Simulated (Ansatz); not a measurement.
**Abstraction of F: C3H5F + GeH3 → C3H5 + GeH3F**

Species: C3H5F (allyl fluoride) `C=CCF`, singlet; GeH3 `[GeH3]`, doublet; C3H5 `[CH2]C=C`, doublet; GeH3F `[F][GeH3]`, singlet. A radical takes F: the energy is the difference in strength between the C–F bond broken and the Ge–F bond made.

Shapes, held fixed at every level: PBE0-D4/def2-TZVP. Flexible molecules stand in one conformer, not always the lowest. Programs: Ansatz 0.2.0. Electronic energies: no zero-point or thermal term.

Problem. Estimate ΔE of this reaction.

Solution. B2PLYP/def2-TZVPP gives ΔE = -122.9 kJ/mol; the levels span -153.5 to -113.7. The median of the levels is -122.9. No measured value is set beside it here. Spin contamination: C3H5 (⟨S²⟩ up to 0.95). Open shells run unrestricted. Relativity is left out for Ge. Outer-core shells of Ge are correlated, in sets that cover them unevenly. Times are processor times on shared x86 and Arm servers, and rough.

```json
{"level": "HF/def2-TZVPP", "kind": "Hartree–Fock", "ΔE (kJ/mol)": "-153.5", "CPU time (sum over the molecules)": "–"}
{"level": "r2SCAN-D4/def2-TZVPP", "kind": "meta-GGA", "ΔE (kJ/mol)": "-132.4", "CPU time (sum over the molecules)": "25 s"}
{"level": "B3LYP-D4/def2-TZVPP", "kind": "global hybrid", "ΔE (kJ/mol)": "-124.1", "CPU time (sum over the molecules)": "17 s"}
{"level": "PBE0-D4/def2-TZVPP", "kind": "global hybrid", "ΔE (kJ/mol)": "-116.6", "CPU time (sum over the molecules)": "13 s"}
{"level": "wB97M-V/def2-TZVPP", "kind": "range-separated hybrid", "ΔE (kJ/mol)": "-113.7", "CPU time (sum over the molecules)": "50 s"}
{"level": "wB97X-V/def2-TZVPP", "kind": "range-separated hybrid", "ΔE (kJ/mol)": "-121.8", "CPU time (sum over the molecules)": "38 s"}
{"level": "B2PLYP/def2-TZVPP", "kind": "double hybrid", "ΔE (kJ/mol)": "-122.9", "CPU time (sum over the molecules)": "21 s"}
```

Every level makes fluorine transfer from carbon to germanium strongly exothermic, so the Ge–F bond formed is clearly stronger than the allylic C–F bond broken. Two effects work together. Germanium is more electropositive than carbon, which gives its bond to fluorine a larger ionic contribution, probably helped by some donation from the fluorine lone pairs into Ge–H antibonding orbitals. On the carbon side, the departing radical is allylic: its unpaired electron delocalises over the two terminal carbons, which lowers the cost of breaking C–F.

Hartree–Fock stands apart at -153.5 kJ/mol, probably because missing correlation weakens the C–F bond more than the Ge–F bond. The density functionals lie between -132.4 and -113.7 kJ/mol, with no steady trend in the share of exact exchange: r2SCAN-D4, which has none, lies on the same side of the hybrids as Hartree–Fock. The direction of the reaction is therefore secure, its exact energy less so. The strong driving force does not establish a low barrier to abstraction.
